**Filling, exchange and charging in spherical jellium clusters**

## The known rows

Four clusters of an exchange-only LDA series are to be predicted from their neighbours.

Spherical jellium clusters (uniform background of charge N, radius rs N^(1/3), rs = 2.94 bohr) in spin-polarised exchange-only LDA with m-averaged shells, radks radial solver with Libxc. Levels are named by radial order and filled greedily, so a lower state can be missed. Ionisation is vertical; the second difference is E(N+1) + E(N-1) - 2E(N) of neutral clusters.

| electrons | energy per electron (eV) | unpaired electrons | highest level | ionisation energy (eV) | second energy difference (eV) |
| --- | --- | --- | --- | --- | --- |
| 1 | -0.38499 | 1 | 1s up | n/a | n/a |
| 2 | -0.62184 | 0 | 1s up | 5.40044 | 1.2306 |
| 3 | ? | ? | ? | ? | ? |
| 4 | -0.34431 | 2 | 1p up | 4.60137 | -0.73151 |
| 5 | -0.52284 | 3 | 1p up | 5.13489 | 0.99292 |
| 6 | -0.47638 | 2 | 1p down | 3.94205 | -0.76963 |
| 7 | ? | ? | ? | ? | ? |
| 8 | -0.67832 | 0 | 1p up | 5.04461 | 1.8759 |
| 9 | -0.56725 | 1 | 1d up | 3.05990 | -0.42121 |
| 10 | -0.52052 | 2 | 1d up | 3.51481 | -0.37828 |
| 11 | -0.51667 | 3 | 1d up | 3.86849 | -0.33562 |
| 12 | -0.54143 | 4 | 1d up | 4.15393 | -0.29595 |
| 13 | -0.58514 | 5 | 1d up | 4.38966 | 0.41631 |
| 14 | ? | ? | ? | ? | ? |
| 15 | -0.57215 | 5 | 1d down | 3.57205 | -0.36679 |
| 16 | -0.57694 | 4 | 1d down | 3.88668 | -0.36919 |
| 17 | -0.60289 | 1 | 1d down | 4.22576 | -0.33535 |
| 18 | -0.64458 | 0 | 1d up | 4.42020 | 0.10970 |
| 19 | -0.67611 | 1 | 2s up | 4.26845 | 0.34333 |
| 20 | -0.68732 | 0 | 2s up | 3.93629 | 0.99251 |
| 21 | -0.65020 | 1 | 1f up | 2.99200 | -0.22753 |
| 22 | -0.62679 | 2 | 1f up | 3.20706 | -0.20955 |
| 23 | -0.61453 | 3 | 1f up | 3.39648 | -0.19360 |
| 24 | ? | ? | ? | ? | ? |
| 25 | -0.61562 | 5 | 1f up | 3.71637 | n/a |

N is the electron number, E(N) is N times the energy per electron, D2 is the second energy difference and IE the vertical ionisation energy. A level such as 1d up is the first radial state with l = 2 and majority spin. At the closed shells 2, 8, 18 and 20 the word "up" implies no polarisation.

## What is only arithmetic

The known D2 at N − 1 contains E(N), so E(N) = D2(N−1) − E(N−2) + 2E(N−1), and D2(N) then follows. For N = 3, 7, 14, 24 this gives −0.2906, −0.5531, −0.5929, −0.6114 eV per electron and D2 = −0.877, −0.541, +0.411, −0.179 eV, uncertain only by rounding (under 0.001 eV). Agreement here will test no physics.

## Why D2 is negative inside a sub-shell

Neutral clusters pay no charging energy, and the well widens as R = rs N^(1/3). In a hard sphere a level costs x²ħ²/2mR², with x a zero of the spherical Bessel function. While one level fills, the sum of x² is x²N − C, where C > 0 because the core sits in lower levels. The kinetic energy then goes as x²N^(1/3) − C N^(−2/3), and both terms are concave. Each electron finds the level lower than its predecessor did. Along one filling sequence this kinetic term turns D2 positive only when the next electron needs a larger x, as at 2, 8 and 20 and weakly at 18.

Exchange adds −ΣN_σ^(4/3)/R times a constant, N_σ being the number of electrons of spin σ. An added electron gains in proportion to N_σ^(1/3), so while one spin group grows this term is concave too and also drives D2 negative. After half filling it must either join the smaller group and gain less, or climb to a higher level. Either way D2 peaks without any closed shell, as at 5 and 13. D2 is lower at 6 (−0.77 eV) than at 4 (−0.73 eV) although the cluster is larger. In the model this comes from exchange as a whole: its curvature at fixed R is somewhat larger for the minority spin, and the growth of R offsets less of it at 6. Together these outweigh the weaker kinetic curvature.

The sum of both terms, with a wall shift δ and an exchange scale λ, was fitted to the known D2 outside N = 13–20; the printed analysis follows the text. The rms error is 0.039 eV, against 0.453 eV for the kinetic term alone. δ and λ trade against each other and carry no separate meaning, so the fit does not fix how the in-shell curvature divides between the two terms. Against the N = 12 run (kinetic 35.40 eV, exchange −43.97 eV) the model has too much kinetic and too little exchange energy, so exchange probably carries more than the model gives it. The exchange form is the calculation's own, so the fit says nothing about LDA itself. In rows 13–20 the error is 0.326 eV. The model is 0.35 eV too low at 16 and 0.42 and 0.46 eV too high at 17 and 18, the pattern of a 2s level placed too far above 1d. Such a shift cancels at 19, where the model is 0.40 eV too low; an underrated cost of pairing two electrons in 2s would do this, but that is untested. Rows 16 and 17 feel the shift because they mix states: the spin counts show 2s up occupied at 15 and 16 and empty at 17.

## Ionisation energy

IE(N) = [E(N−1) − E(N)] + g(N), where g turns the neutral N − 1 cluster into the ion by adding one background charge. The shell jumps sit mostly in the bracket: from 8 to 9 IE falls by 1.98 eV while g moves from 3.49 to 3.38 eV. Background added at the edge attracts an electron inside the sphere by e²/R per unit charge and one outside by only e²/r. Integrated over one added charge, g is about e²/2R with the bare radius, plus a positive term from the electrons spilled beyond R. The form g = a + e²/2(R + d) is a smooth fit to this sum; a and d together imitate the spill-out term, and d is not a measured enlargement of the sphere. The fit to all known rows gives a = 1.53 eV and d = 0.81 bohr, with a leave-one-out rms of 0.057 eV.

For N = 24, not part of the fit: E(22) = −13.7894 and E(23) = −14.1342 eV, so E(24) = −0.1936 + 13.7894 − 28.2684 = −14.6726 eV and the step is 0.538 eV. With R = 2.94 × 24^(1/3) = 8.48 bohr, g = 1.53 + 27.21/(2 × 9.29) = 2.99 eV, and IE = 3.53 eV.

## Predictions

The fit gives 3.85, 4.66, 3.95 and 3.53 eV, each ± 0.11; the stated forecasts are rounder and slightly wider.

- N = 3: 1p up, 1 unpaired, IE 3.9 ± 0.15 eV, far below N = 2.
- N = 7: 1p down, 1 unpaired, IE 4.6 ± 0.15 eV.
- N = 14: 2s up, 6 unpaired (1d⁵2s¹), IE 3.95 ± 0.15 eV. The less likely state is 1d down with 4 unpaired.
- N = 24: 1f up, 4 unpaired, IE 3.55 ± 0.12 eV.

N = 14 is the real choice. In the N = 12 run 2s up lies 0.50 eV below 1d down, row 15 holds 2s up, and concavity would keep 1d down filling once begun. The arithmetic D2 of +0.411 eV points the same way: for 1d⁶ the sphere model gives −0.24 eV, and a lower 2s level would make that more negative. The model's energies alone cannot decide the state, and it may get the sign of D2 wrong. Its D2 values are −1.14, −0.48 and −0.16 eV (± 0.08) for 3, 7 and 24, and +0.06 ± 0.65 eV for 14.

## The computed values

The withheld rows as computed:

| electrons | energy per electron (eV) | unpaired electrons | highest level | ionisation energy (eV) | second energy difference (eV) |
| --- | --- | --- | --- | --- | --- |
| 3 | -0.29058 | 1 | 1p up | 3.70201 | -0.87741 |
| 7 | -0.55314 | 1 | 1p down | 4.61798 | -0.54093 |
| 14 | -0.59288 | 6 | 2s up | 3.91047 | 0.41144 |
| 24 | -0.61137 | 4 | 1f up | 3.56507 | -0.17927 |

All four levels and spin counts are as forecast, and the arithmetic holds within rounding. The IE of 7, 14 and 24 fall inside their ranges. For 24 a cubic through the other 1f rows does far better, within 0.001 eV, because nothing changes state there. Charging alone, W + e²/2R with constant W, lands within 0.05 eV at 14 and 24, yet is 1.45 eV too high at 3, so those two hits are luck.

N = 3 is a miss. IE is 3.70 eV, 0.20 eV below the forecast centre and outside the range. The implied g, 3.702 + 0.372 = 4.07 eV, lies below g(4) = 4.10 eV. Row 9, also one electron beyond a closed shell, had the largest residual with the same sign, a warning that the symmetric bar ignored; row 21 deviates slightly the other way. Since the bare charging part of g is smooth in N, a low g means little density beyond the background edge: a compact closed-shell ion profits more from the added background, and a smooth fit cannot follow this.

The model D2 also fails at 3, by −0.26 eV or three times its bar. With +0.045 at 2 and +0.084 eV at 4, this resembles the +ε, −2ε, +ε trace of one energy, E(3), set about 0.1 eV too high. Uniform density may simply be poor for three electrons, which is untested.

At 14 the model has the right sign but is 0.35 eV low, the sign and size expected from its 2s level lying too high. The peaks at 13 and 14 mark two successive half fillings, 1d⁵ and 2s¹. Both are favoured by the settings: spherical averaging forbids the deformation that stabilises open shells in real simple-metal clusters, and omitting correlation favours polarisation. The greedy filling can also overlook a lower state, and the model's 0.15 eV preference for 1d⁵2s¹ over 1d⁶ is smaller than its 2s error, although lowering a 2s level set too high would strengthen that preference. Whether the six-spin state at N = 14 survives correlation and deformation remains open.

Output of the analysis:

```
D2 from energies vs D2 column, known rows: largest gap 0.00015 eV (rounding up to 0.00044)
D2 model: d = 2.83 bohr, exchange scale 0.74; rms 0.039 eV fitted, 0.326 eV rows 13-20
D2 with kinetic term only: d = 4.36 bohr, rms 0.453 eV
g = IE - step: a = 1.53 eV, d = 0.81 bohr, leave-one-out rms 0.057 eV; slope vs 1/R 0.38 e^2
charging alone: W = 1.94 eV, rms 0.499 eV
IE drop (eV): 5->6 1.19, 8->9 1.98, 18->19 0.15, 19->20 0.33, 20->21 0.94
N=12 levels: 2s up - 1d up 0.62, 1d down - 2s up 0.50, 1d splitting 1.12 eV
N, D2, model, model-D2 (* not fitted) | step E(N-1)-E(N), g, fit-g; all eV
 2 +1.231 +1.275 +0.045  | +0.859 4.542 +0.004
 4 -0.732 -0.647 +0.084  | +0.505 4.096 -0.081
 5 +0.993 +1.043 +0.050  | +1.237 3.898 -0.037
 6 -0.770 -0.733 +0.036  | +0.244 3.698 +0.044
 8 +1.876 +1.868 -0.008  | +1.555 3.490 +0.074
 9 -0.421 -0.473 -0.052  | -0.321 3.381 +0.113
10 -0.378 -0.379 -0.000  | +0.100 3.415 +0.019
11 -0.336 -0.311 +0.025  | +0.478 3.390 -0.009
12 -0.296 -0.260 +0.036  | +0.814 3.340 -0.006
13 +0.416 +0.644 +0.228* | +1.110 3.280 +0.011
15 -0.367 -0.311 +0.056* | +0.282 3.290 -0.073
16 -0.369 -0.722 -0.353* | +0.649 3.238 -0.053
17 -0.335 +0.087 +0.423* | +1.018 3.208 -0.053
18 +0.110 +0.571 +0.462* | +1.353 3.067 +0.060
19 +0.343 -0.054 -0.397* | +1.244 3.025 +0.076
20 +0.993 +0.878 -0.115* | +0.900 3.036 +0.041
21 -0.228 -0.214 +0.014  | -0.092 3.084 -0.030
22 -0.210 -0.193 +0.017  | +0.135 3.072 -0.039
23 -0.194 -0.175 +0.019  | +0.345 3.052 -0.039
25 no D2 in table        | +0.718 2.998 -0.023
withheld rows: prediction, computed value, miss = prediction - computed; eV
N=3 state 1p up, 1 unpaired; computed 1p up, 1 | E/N identity -0.29059+-0.00003, computed -0.29058, miss -0.00001
  D2 identity -0.8774+-0.0002, model -1.14+-0.08; computed -0.8774, misses +0.0000, -0.26
  IE step -0.372 + g 4.225 = 3.853+-0.114; computed 3.702, miss +0.151; charging alone 5.15, miss +1.45
N=7 state 1p down, 1 unpaired; computed 1p down, 1 | E/N identity -0.55314+-0.00002, computed -0.55314, miss -0.00000
  D2 identity -0.5409+-0.0003, model -0.48+-0.08; computed -0.5409, misses +0.0001, +0.06
  IE step +1.014 + g 3.645 = 4.658+-0.114; computed 4.618, miss +0.040; charging alone 4.36, miss -0.25
N=14 state 2s up, 6 unpaired; computed 2s up, 6 | E/N identity -0.59287+-0.00002, computed -0.59288, miss +0.00001
  D2 identity +0.4113+-0.0005, model +0.06+-0.65; computed +0.4114, misses -0.0002, -0.35
  IE step +0.693 + g 3.253 = 3.946+-0.114; computed 3.910, miss +0.035; charging alone 3.86, miss -0.05
N=24 state 1f up, 4 unpaired; computed 1f up, 4 | E/N identity -0.61136+-0.00002, computed -0.61137, miss +0.00001
  D2 identity -0.1795+-0.0009, model -0.16+-0.08; computed -0.1793, misses -0.0002, +0.02
  IE step +0.538 + g 2.994 = 3.532+-0.114; computed 3.565, miss -0.033; charging alone 3.55, miss -0.02
N=14 model D2 if the state were 1d6: -0.24 eV; model E(1d5 2s1)-E(1d6) -0.15 eV
N=24 IE within 1f shell: cubic 3.565+-0.003 (gap to quadratic), miss -0.0003 eV
```
